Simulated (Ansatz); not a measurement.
In: pressure and energy change per atom against volume scale

All results are calculated (Ansatz 0.2.0). Plane-wave DFT, scalar-relativistic PAW made under PBE with cores redone for the functional, no dispersion; the given relaxed cell is scaled uniformly, energy at zero smearing counts from the unscaled cell, pressure at the given Fermi-Dirac smearing is positive in compression.

The cell before it is scaled or strained (space group Im-3m, No. 229):
```
CELL_PARAMETERS angstrom
-1.99010 1.99010 1.99010
1.99010 -1.99010 1.99010
1.99010 1.99010 -1.99010
ATOMIC_POSITIONS crystal
In 0.00000 0.00000 0.00000
```

Settings of every row: spin polarised no; functional BLYP; wave cutoff 420 eV; smearing width 0.1 eV; k mesh 18x18x18.

Atom starting moment: 0 on all atoms.

Limits: the cell comes from a prototype or a list of computed structures and needn't be the stable phase.

```csv
row,volume scale,V (Å³/atom),pressure (GPa),energy change per atom (meV)
1,0.88,27.744,3.8,37.51
2,0.92,29.005,2.18,14.56
3,0.96,30.266,0.92,2.89
4,1.04,32.788,-0.83,3.98
5,1.08,34.049,?,?
6,1.12,35.31,-1.89,26.83
```

Question: what pressure and energy change per atom should row 5 give?

Worked fit of pressure. Take u = (V_r/V)^(2/3) − 1 with V_r = 30.266 Å³ an atom, which is twice the finite (Eulerian) strain; such expansions in the strain, on which the Birch-Murnaghan equation of state is built, carry the rest volume and the bulk modulus. The shown rows have u = 0.05972, 0.02878, 0, -0.05196, -0.09766. Least squares give pressure = 0.929 + 40.61 × u + 121.4 × u² GPa; a straight line predicts inner rows, each left out in turn, worse (root mean square 0.34 against 0.031 GPa). The rows lie off it by 0.01, -0.02, -0.01, 0.02, -0.01. The pressure vanishes at u = -0.0247, or V = 31.42 Å³ an atom, and there the bulk modulus at fixed shape and fractions is B = −V dP/dV = (2/3)(1 + u) dP/du = 22.5 GPa. The withheld row has u = -0.07551, so the fit gives 0.929 + 40.61 × (-0.07551) + 121.4 × (-0.07551)² = -1.45 GPa.

The calculation gave -1.42 GPa. The fit lies 0.03 GPa (2.1 % of the value, 0.53 % of the column's range) below it; its largest miss of a shown row is 0.02 GPa.

Worked fit of energy change per atom. Take u = (V_r/V)^(2/3) − 1 with V_r = 30.266 Å³ an atom, which is twice the finite (Eulerian) strain; such expansions in the strain, on which the Birch-Murnaghan equation of state is built, carry the rest volume and the bulk modulus. The shown rows have u = 0.05972, 0.02878, 0, -0.05196, -0.09766. Least squares give energy change per atom = 3.078 + 261.96 × u + 5194.3 × u² meV; a straight line predicts inner rows, each left out in turn, worse (root mean square 15 against 0.64 meV). The rows lie off it by 0.26, -0.36, -0.19, 0.49, -0.21 (root mean square 0.32 meV). The withheld row has u = -0.07551, so the fit gives 3.078 + 261.96 × (-0.07551) + 5194.3 × (-0.07551)² = 12.91 meV.

The calculation gave 13.32 meV. The fit lies 0.41 meV (3.1 % of the value, 1.2 % of the column's range) below it; its largest miss of a shown row is 0.49 meV.
